Take a molecule, keep its frame, and put a heavier atom of the same group, N, P or As, at the marked position *. Is the nucleus of the heavier atom better or worse shielded from an applied magnetic field, and which part of the shielding decides it?

Shielding of the marked atom * in frames given as SMILES (hydrogens outside brackets implicit), computed with PySCF 2.14.0 at the non-relativistic PBE0/pcSseg-1 level with density fitting, in the gas phase at PBE0-D3(BJ)/def2-SVP geometries. Diamagnetic and paramagnetic parts follow the GIAO formula; span is the highest less the lowest principal value. Electronegativities are Pauling's.

```
 formula             frame   *   Z  electronegativity  point group  mean bond of the marked atom (Å)  sum of bond angles at the marked atom (°)  isotropic shielding (ppm)  diamagnetic (ppm)  paramagnetic (ppm)  span (ppm)  IAO charge of the marked atom (e)  HOMO-LUMO gap (eV)
  CH7BN2          H*(H)BNC   N   7              3.040           Cs                             1.144                                        360                      201.1              317.2              -116.0         100                              -0.58                8.02
 CH7AsBN          H*(H)BNC  As  33              2.180           C1                             1.696                                        284                     1833.0             2878.1             -1045.1         251                               0.07                6.90
   BH5NP           H*(H)BP   N   7              3.040           C1                             1.138                                        360                      128.4              317.6              -189.2         191                              -0.50                6.76
   BH5P2           H*(H)BP   P  15              2.190           C2                             1.574                                        304                      479.7              967.5              -487.8         191                               0.13                5.60
 CH6GeNP  H*(H)[GeH2][N]=C   P  15              2.190           C1                             1.726                                        278                      581.0              966.3              -385.3          57                              -0.09                6.29
CH6AsGeN  H*(H)[GeH2][N]=C  As  33              2.180           Cs                             1.828                                        277                     2008.6             2878.1              -869.5         523                              -0.05                6.13
```

It is better shielded in all three frames. The diamagnetic part, which comes from the circulation of the electrons around the nucleus, rises steeply from the lighter to the heavier atom. The paramagnetic part is negative and grows too, but it undoes only 25 to 46% of that rise. How the total is divided depends on the GIAO formula, so the two parts are a way of reading the shielding and are not separately measurable.

Why does the diamagnetic part depend on the element and hardly on the molecule? The circulating electrons weaken the field at the nucleus, and an electron close to the nucleus does so most effectively. What counts is therefore the mean of 1/r, summed over all electrons, and in a heavy atom the inner shells supply nearly all of it. Lamb's formula says this for a free atom, with α the fine-structure constant and r in atomic units:

σ(dia) = (α²/3) Σ ⟨1/r⟩, with ⟨1/r⟩ ≈ Z_eff/n²

Here Z_eff is the nuclear charge that an electron of shell n feels after screening by the others; for the fourth shell of As, Slater's rules put 3.7 in place of n. For phosphorus, Slater's screening rules give 14.7 for the two 1s electrons, 10.85 for the eight of the second shell and 4.8 for the five valence electrons:

Σ ⟨1/r⟩ ≈ 2 × 14.7 + 8 × 10.85/4 + 5 × 4.8/9 = 29.4 + 21.7 + 2.67 = 53.77

Multiplied by α²/3 = 17.75 ppm, this is 954 ppm, against 966.3 and 967.5 ppm in the two phosphorus rows. No constant was adjusted to the table, and the estimate stays within 3% of the computed value in all six rows, as the output after this text shows. In this estimate the valence shell supplies about 5% of the sum in P and 1.5% in As, so bonding has little to act on. In N the share is 27%, which leaves more room; the two marked N atoms are both planar amino groups on boron and differ by only 0.4 ppm.

Does a high shielding then mark an electron-rich atom? It does not. P and As have almost the same electronegativity on Pauling's scale, yet in the germanium frame As is shielded by about 1430 ppm more. Nitrogen carries the most negative charge in the table and has the lowest shielding. Down this group the core electrons decide, since the heavier atom has more of them and holds them closer.

Why does the paramagnetic part also grow with the heavier atom? The applied field mixes occupied orbitals with empty ones, and the mixing is strong when a quarter turn about the nucleus carries one into the other, as it carries one p orbital into the next. The resulting current adds to the field at the nucleus. Ramsey's theory, reduced to the valence p shell, gives the ingredients:

σ(para) ∝ −⟨1/r³⟩ × (p imbalance)/ΔE

The mean of 1/r³ measures how tightly the p electrons are held near the nucleus, the imbalance (zero for an empty or a full p shell) how much room partly filled p orbitals leave for the mixing, and ΔE is the energy of the excitations that the field mixes in. From P to As, ⟨1/r³⟩ roughly doubles (about 3.3 and 7.1 atomic units, rough recalled values for free atoms; N has about 3.1). With the HOMO-LUMO gap as ΔE and equal imbalance, the paramagnetic part in the germanium frame should grow 2.2-fold, and the calculation gives 2.3.

Is that agreement a success of the simple formula? Only a weak one, because the two germanium molecules are in different conformers. The steps from nitrogen are a harder test, and there the formula falls well short: it predicts a factor of 2.7 from N to As, where the calculation gives 9.0. The likely weak point is the energy. The excitations that count at the marked atom involve its own bonds, and the strong bonds of nitrogen keep their filled and empty orbitals further apart than the bonds of P and As do. The HOMO-LUMO gap of the whole molecule does not show this. Equal imbalance fails as well, since the negatively charged nitrogen has a p shell closer to full, but that shell is still far from full, so this should explain only a small part of the shortfall. The shape changes too, from planar N to pyramidal As. These causes are expected from theory; the calculation does not separate them.

Can charge and gap at least rank atoms of one element? Two nitrogen atoms from the same calculations show that they can fail badly. The marked amino nitrogen of BH5NP and the imine nitrogen of CH6GeNP have charges of −0.50 and −0.47 e, and the gaps of their molecules differ by less than 10%. Yet the imine nitrogen is shielded by 301 ppm less, because its paramagnetic part is 2.7 times as large.

The difference lies in which orbitals sit on the atom. An imine nitrogen keeps its lone pair in the molecular plane, next to an empty π* orbital that stands upright on the same atom. A quarter turn carries one into the other, and the excitation costs little energy; this is the likely cause of the strong deshielding here, though the single excitations were not computed. In the planar amino group the lone pair itself stands upright, and its partners in a quarter turn are σ* orbitals, which lie higher. The HOMO-LUMO gap is a property of the whole molecule and does not tell whether its two orbitals are related in this way at the atom in question.

What happens to nitrogen when its neighbour on boron changes? Boron has one empty p orbital, and in CH7BN2 two nitrogen lone pairs compete for it. With a PH₂ group in place of NHCH₃, the NH₂ group donates more: its B–N bond order rises from 1.24 to 1.44, and its paramagnetic part becomes more negative by 73 ppm. The NHCH₃ group behaves alike when As takes the place of the other nitrogen, with a change of 63 ppm. Donation takes charge out of the nearly full p orbital that holds the lone pair, but the charge of the nitrogen changes by less than 0.1 e, so the imbalance in Ramsey's formula hardly moves. More likely the empty orbital matters. The more the lone pair is shared with boron, the larger the part of the empty B–N π* orbital that sits on nitrogen, and the more easily the field can mix the electrons of nitrogen's σ bonds into it. The HOMO-LUMO gap also falls in both cases, from 8.02 eV to 6.76 and 6.90 eV, so lower excitation energies may share in the change. Here too the single excitations were not computed.

Which digits can be trusted? The two phosphorus atoms of BH5P2 are equivalent by symmetry, yet their computed shieldings differ by 0.08 ppm, so the first decimal is already at the edge of the numerical noise. The choice of functional and the small basis bring larger errors, by rough experience some tens of ppm for atoms like these. The calculation is also non-relativistic, which affects the absolute shielding of As most, since relativity acts most strongly on the core electrons that dominate it. Spin-orbit coupling is missing too, so the P and N atoms bonded to Ge also carry an error that is not estimated here. The steps of more than 1000 ppm up to As and the gap of 300 ppm between the two kinds of nitrogen are large enough to carry the argument. The changes of 63 and 73 ppm at the nitrogen atoms on boron are less safe, as they rely on errors cancelling between like atoms, and a difference of a few ppm between two of these molecules should not be read at all.

Printed output of the fit:

```
Diamagnetic part from the free atom:
       row  estimate [ppm]  computed [ppm]  miss [%]  valence share [%]
    CH7BN2           324.4           317.2     2.267              26.68
   CH7AsBN            2803            2878    -2.616              1.457
     BH5NP           324.4           317.6     2.138              26.68
     BH5P2           954.4           967.5    -1.356               4.96
   CH6GeNP           954.4           966.3    -1.233               4.96
  CH6AsGeN            2803            2878    -2.616              1.457
Heavier against lighter atom of the same frame (read only rows 2 and 4 and 6):
       row  iso change [ppm]  dia change [ppm]  para change [ppm]  dia rise undone by para [%]  para ratio  Ramsey estimate of ratio  gap change [%]
   CH7AsBN              1632              2561             -929.1                        36.28       9.009                     2.662          -13.97
     BH5NP                 0                 0                  0                            0           0                         0               0
     BH5P2             351.3             649.9             -298.6                        45.95       2.578                     1.285          -17.16
   CH6GeNP                 0                 0                  0                            0           0                         0               0
  CH6AsGeN              1428              1912             -484.2                        25.33       2.257                     2.208          -2.544
Electronegativity of P less As: 0.01
Isotropic shielding of N, CH7BN2 less BH5NP [ppm]: 72.7
Isotropic shielding of P, CH6GeNP less BH5P2 [ppm]: 101.3
Isotropic shielding of As, CH6AsGeN less CH7AsBN [ppm]: 175.6
Largest diamagnetic difference within one element, that of P [ppm]: 1.2
Paramagnetic ratio for N, BH5NP to CH7BN2: 1.631
Ratio expected from the inverse gap for N: 1.186
Paramagnetic ratio for P, BH5P2 to CH6GeNP: 1.266
Ratio expected from the inverse gap for P: 1.123
Paramagnetic ratio for As, CH7AsBN to CH6AsGeN: 1.202
Ratio expected from the inverse gap for As: 0.8884
Amino N of BH5NP less imine N of CH6GeNP, isotropic shielding [ppm]: 300.9
Imine N to amino N, paramagnetic ratio: 2.663
Imine N less amino N, IAO charge [e]: 0.0268
Inverse gap ratio of these two molecules: 1.075
NH2 on boron, B-N bond order, BH5NP less CH7BN2: 0.194
NH2 on boron, paramagnetic part, BH5NP less CH7BN2 [ppm]: -73.2
NHCH3 on boron, B-N bond order, CH7AsBN less CH7BN2: 0.174
NHCH3 on boron, paramagnetic part, CH7AsBN less CH7BN2 [ppm]: -63.36
Difference of the two equivalent P atoms of BH5P2 [ppm]: 0.0758
Dihedral C-N-Ge-P in CH6GeNP, where C-N-Ge-As is near 0 [degrees]: 114
```
